Finite patch size in C-V stretch-out by lateral charge nonuniformity

Where the assumption enters. Holes frozen in SiO2 at 77 K shift the local flat-band voltage by U = −δQ/C_ox. Here δQ is the deviation from the mean of the interface-equivalent charge: each layer is weighted by x/t (x from the gate, t the oxide thickness), so holes spread evenly in depth count half. Adding patches as parallel one-dimensional capacitors gives C(V) = ∫P(U)C₀(V−U)dU ≈ C₀ + (σ²/2)C₀″, with σ = σ_Q/C_ox and primes for d/dV. That step forbids field lines from crossing between patches.

Dropping it. Frozen charge does not follow the bias, so a free energy per area F(V,Q) yields both the surface potential, ψ = ∂F/∂Q, and the gate charge, −∂F/∂V. For δQ ∝ cos ky along the surface, δψ = G_k·δQ, the second-order energy is σ_Q²G_k/2, and the quasi-static capacitance changes by

ΔC = −(σ_Q²/2)G_k″.

In depletion, where high- and low-frequency curves coincide if the dopants follow the signal, δψ obeys Laplace's equation and vanishes at the gate and at an abrupt edge at depth W:

1/G_k = ε_ox k coth kt + ε_s k coth kW.

At k = 0, G₀ = 1/(C_ox + ε_s/W) = (C_ox − C₀)/C_ox², which returns (σ²/2)C₀″.

A sheet at x acts through sinh kx/sinh kt instead of x/t. For a variation uniform in depth this multiplies σ_Q² by w² = [2 tanh(kt/2)/kt]² ≈ 1 − k²t²/6.

Define d = tε_s/ε_ox, a = t²/d, u = W + d. For doping N, |V − V_FB| = qN(u² − d²)/2ε_s, so d²/dV² = (ε_s/qN)²D², with D = (1/u)d/du. Using z coth z ≈ 1 + z²/3,

ε_sG_k ≈ d − d²/u − (k²d²/3)H, H = W²(W + a)/u².

Then D²(1/u) = 3/u⁵ and D²H = −1/u³ + 3d(3d − 2a)/u⁵ − 8d²(d − a)/u⁶, giving

ΔC = (σ²/2)C₀″(1 − k²ℓ²),
ℓ² = [u² − 3d(3d − 2a) + 8d²(d − a)/u]/9 + t²/6.

For a general pattern k² becomes its spectrum-weighted mean. For a thin oxide ℓ → W/3. Since ℓ changes with bias, C(V) is no longer a convolution with one kernel, and the cumulants of dC/dV stop adding those of P.

Size at 77 K. Take typical relative permittivities 3.9 and 11.7 and illustrative inputs t = 20 nm, N = 10¹⁶ cm⁻³, W = 240 nm (band bending 0.45 V) and an rms variation of 2×10¹¹ holes/cm², or 1×10¹¹ cm⁻² at the interface. Then C_ox = 173 nF/cm², σ = 93 mV, d = 60 nm, u = 300 nm, and the wide-patch term 1.5(σε_s/qNu²)² is 0.67% of C₀. The length ℓ is 85 nm. The ratio of ΔC to its wide-patch value, from 1 − k²ℓ² and from the unexpanded w²G_k″/G₀″, is:

period 2π/k = 2 µm: 0.93 and 0.91
period 1 µm: 0.71 and 0.63
period 0.5 µm: expansion fails, 0.12

The neglected σ⁴ term of the convolution, ⟨U⁴⟩C₀⁗/24 with ⟨U⁴⟩ = 1.5σ⁴ for a cosine, is 2% of the σ² term, below these corrections. The Debye length at full ionization, 21 nm, is small against W; partial freeze-out blurs the edge further and is ignored. The sign is not universal: ℓ² turns negative below W ≈ 74 nm, where the abrupt edge is already crude.

These numbers are the model's, since the periods are assumed. In it, "wide" means a period above 1.7 µm, about 7W, for k²ℓ² under 0.1. Radiation-generated holes may instead cluster on scales near t. Modes with kW ≫ 1 then contribute an exponentially small depletion term, since G_k hardly depends on W, but randomly placed clusters have a spectrum that is flat as k → 0, and the modes with kW of order one or less survive. For an assumed correlation σ_Q² exp(−r²/ξ²) in the surface plane the spectrum is πξ²σ_Q² exp(−k²ξ²/4), and ΔC over its wide-patch value is (ξ²/2)∫k exp(−k²ξ²/4) w²(G_k″/G₀″)dk. The suppression is a power law: for ξ ≪ W the model gives about 1.1(ξ/W)² at the bias above, or 0.8% for ξ = 20 nm. The distortion then appears mainly at biases near flat band and inversion, where mobile carriers screen close to the interface.